A cube of zincblende gallium nitride is squeezed or stretched equally in all three directions, and its pressure is calculated with the r2SCAN density functional. Positive pressure means that the crystal pushes outwards against compression; negative pressure means that it must be pulled to keep its size. One pressure is hidden, and the task is to find it from the other six.

Zincblende GaN (two-atom primitive cell) under equal strain along all axes, computed with Ansatz 0.2.0 using the r2SCAN functional with spin–orbit coupling, PAW potentials, a 500 eV plane-wave cutoff, a 10×10×10 k-point mesh and fixed occupations. The shortest distance is between Ga and N; pressure is positive in compression.

```
volume (Å³/atom)  shortest distance (Å)  pressure (GPa)
          10.064                  1.870           31.25
          10.381                  1.889           21.82
          10.706                  1.909           13.55
          11.037                  1.928            6.30
          11.375                  1.948           -0.02
          11.719                  1.967               ?
          12.071                  1.987          -10.28
```

### (a) Does a given change of edge length cost the same pressure in both directions, and what sets the difference?

**Solution.** It does not. The cell at 11.375 Å³/atom is practically free of pressure, so it can serve as the zero of strain. Edges shortened by 2% give 13.55 GPa, while edges lengthened by 2% give a tension of only 10.28 GPa. Compression costs about a third more than stretching by the same fraction. Part of this is geometry: pressure is force per area, and the faces of the stretched cell have 1.08 times the area of those of the compressed one, so even a perfectly harmonic bond would give that ratio. The rest must come from the shape of the energy curve.

The same asymmetry appears as a change of slope. Between the two smallest cells the pressure falls by 30 GPa for each Å³/atom of added volume. Between the unstrained cell and the largest one it falls by 15 GPa for each Å³/atom. The crystal becomes stiffer as it shrinks.

Two limits show why a crystal should behave in this way. When electrons are confined to a region of length L, their kinetic energy grows roughly as 1/L², whereas the electrostatic attraction that binds the crystal deepens only as 1/L. At strong compression the kinetic term must therefore win, and the pressure climbs ever more steeply. In the opposite limit the atoms are far apart and no longer pull on each other, so the tension cannot go on growing with volume. A curve that joins these limits is steep on the left and flattens to the right.

The energy parts of the same calculations have the signs that this picture asks for. From the unstrained cell to the smallest one, the kinetic part rises by 5.66 eV per cell of two atoms, and all other parts together fall by 5.43 eV. The energy cost of compression is the small remainder of two large, opposed changes. The cancellation itself tests little, because at zero pressure the slopes of the parts must cancel however the energy is divided. The sizes do not follow the simple powers either: the kinetic part rises by 2.3%, where 1/L² would give 8.5%, and 2.13 eV of the fall is exchange and correlation. These are parts of a calculation with smoothed valence orbitals, not complete kinetic and potential energies, so they agree with the argument in sign only.

Gallium arsenide has the same structure but longer and weaker bonds, with fewer of them in each unit of volume. It is known to be much softer. Its curve would have the same bent shape, with smaller pressures at equal strain.

### (b) What is the pressure at 11.719 Å³/atom, and how uncertain is the answer?

**Solution.** The hidden cell lies about halfway between the unstrained cell and the largest one, so the simplest estimate is a straight line between these neighbours. It gives −5.09 GPa. Since the curve is steep first and flatter later, the first half of the interval takes more than its share of the fall. The true pressure should therefore lie below the straight line, which means more tension.

The bend can be put into a formula by expanding the energy about its minimum. Let V be the volume per atom, V₀ its value at zero pressure, and f = [(V₀/V)^(2/3) − 1]/2 a measure of strain that is positive in compression. The energy per atom above the minimum, up to the third power of f, is

E = (9/2) B₀ V₀ f² [1 + (B′ − 4) f].

Here B₀ is the bulk modulus, the resistance to a change of volume, and B′ tells how fast that resistance grows with pressure. The pressure is the energy gained per unit of volume given up, P = −dE/dV, which leads to the Birch–Murnaghan equation:

P = 3B₀ f (1 + 2f)^(5/2) [1 + (3/2)(B′ − 4) f].

For very small strain this reduces to Hooke's law, P ≈ −B₀(V − V₀)/V₀. The factor with the power 5/2 supplies most of the bend, because it exceeds one in compression and falls below one in tension. Most of the remainder comes from f itself, which is not a straight-line function of the volume.

The three constants were fitted to the six known pressures, without the hidden row. The fit gives B₀ = 196.4 GPa and B′ = 4.28. In practical terms, a change of volume by 1% near zero pressure costs about 2 GPa. The two energy terms of part (a), taken literally as a/L² − b/L, would give B′ = 3. They explain the direction of the bend and much of its size; the steeper repulsion between overlapping electron shells is expected to supply the rest.

The hidden cell can now be worked by hand, taking V₀ as 11.375 Å³/atom:

- Strain: f = [(11.375/11.719)^(2/3) − 1]/2 = −0.00983.
- Hooke-like part: 3 × 196.4 GPa × (−0.00983) = −5.79 GPa.
- Bend: (1 + 2f)^(5/2) = 0.952, which brings the pressure to −5.51 GPa.
- Last bracket: 1 + 1.5 × 0.28 × (−0.00983) = 0.996, which leaves −5.49 GPa.

The full fit, which also adjusts V₀, gives −5.50 GPa.

The energies offer a second route that needs no fitted equation of state. The energy difference between the two neighbours, divided by their difference in volume, is the mean pressure along the way with its sign reversed. That mean is −5.43 GPa. Simpson's rule combines it with the two end pressures to find the value in the middle, and a small shift to the exact volume gives −5.51 GPa.

**The forecast is tension, with a pressure of about −5.5 GPa and a range from −5.6 to −5.4 GPa.** It should lie below the straight line between the neighbours, yet be smaller in size than the 6.30 GPa of the cell compressed by 1%. The range is a judgement that allows for the choice of equation and for rounded volumes. It is not a statistical interval, and it does not cover the error of the functional against experiment.

### (c) How good was the forecast, and what does the result teach?

**Solution.** The calculation gives the following.

The withheld rows as computed:

```
volume (Å³/atom)  shortest distance (Å)  pressure (GPa)
          11.719                  1.967           -5.52
```

The computed pressure is −5.52 GPa. The fitted equation misses it by 0.02 GPa, or 0.3% of the value, well inside the stated range. Both comparisons hold as well: the tension exceeds that of the straight line, and it is smaller in size than the pressure of the cell compressed by 1%. The remaining miss is about as large as the typical error when one known row is left out of the fit, and rounding of the volumes alone can shift a pressure by about 0.01 GPa. What rounding does not cover is expected to come from stopping the expansion at the third power of f, so the miss belongs to the formula and not to the crystal.

The straight line misses by 0.43 GPa, about 8% of the computed value. This is the price of ignoring the bend over a gap of only 2% in edge length. An engineer who reads a stress from a coarse table of this kind should therefore interpolate with a smooth curve that can bend, such as an equation of state. The estimate from the energies misses by only 0.01 GPa, so the computed stress and the computed energy tell the same story here.

One hidden row is a weak judge between equations. With B′ fixed at 4, the same expansion misses the hidden value by about as much as the full fit, from the other side, and the two misses differ in size by less than rounded volumes can cause. Yet its typical error on the six known rows is 0.10 GPa, against 0.01 GPa for the full fit. Murnaghan's equation, in which the bulk modulus grows linearly with pressure, misses the hidden value by 0.05 GPa. All three succeed because the hidden cell has neighbours on both sides; far outside the known volumes they would drift apart. The printed analysis below lists the three fits.

The result holds for equal strain in all directions, and that matters for thin films. A GaN layer grown on a substrate is clamped in its plane but free to relax along its normal. The stress along the normal vanishes, and for a layer grown along a cube axis the in-plane stress is expected to be smaller than the pressure found here at the same change of edge length. To estimate film stress one needs the separate elastic constants, which a bulk modulus alone does not supply.

The cells were also held in the zincblende structure, without thermal or zero-point motion. Real GaN prefers wurtzite at ordinary pressure and turns to the rocksalt structure when compressed strongly enough. The smooth curve is thus the response of one structure, and its smoothness is no sign that this structure is the stable one at each volume.

Numerical output:

```
Fall of pressure per volume between the two smallest cells, GPa per (Å³/atom): 29.75
Fall of pressure per volume between 11.375 and 12.071 Å³/atom, GPa per (Å³/atom): 14.74
Pressure at 2% shorter edges over tension at 2% longer edges: 1.318
fit of pressure on 6 rows: coefficient of (s/vol)**(7/3) - (s/vol)**(5/3) 294.6 +/- 0.16, coefficient of ((s/vol)**(7/3) - (s/vol)**(5/3))*((s/vol)**(2/3) - 1) 61.3 +/- 2.2, s 11.37; rms 0.00704, worst 10.706 -0.0137, leave-one-out rms 0.0156
  rows outside the fit (model, value, miss): 11.719 -5.501, -5.52, 0.019
Bulk modulus from the third-order fit, GPa: 196.4
Pressure derivative of the bulk modulus from the third-order fit: 4.277
fit of pressure on 6 rows: coefficient of (s/vol)**(7/3) - (s/vol)**(5/3) 297.7 +/- 0.89, s 11.38; rms 0.103, worst 12.071 -0.155, leave-one-out rms 0.196
  rows outside the fit (model, value, miss): 11.719 -5.535, -5.52, -0.0148
fit of pressure on 6 rows: constant -47.35 +/- 0.062, coefficient of q**s 47.37 +/- 0.05, s 4.138; rms 0.0249, worst 11.375 0.0386, leave-one-out rms 0.0931
  rows outside the fit (model, value, miss): 11.719 -5.475, -5.52, 0.0452
Straight-line estimate at 11.719 Å³/atom, GPa: -5.091
Straight-line estimate less computed value, GPa: 0.429
Mean pressure between the neighbours from their energies, GPa: -5.43
Energy-route estimate at 11.719 Å³/atom, GPa: -5.512
Energy-route estimate less computed value, GPa: 0.008417
Rise of the smooth kinetic part from 11.375 to 10.064 Å³/atom, eV per cell: 5.658
Change of all other parts together over the same step, eV per cell: -5.428
```
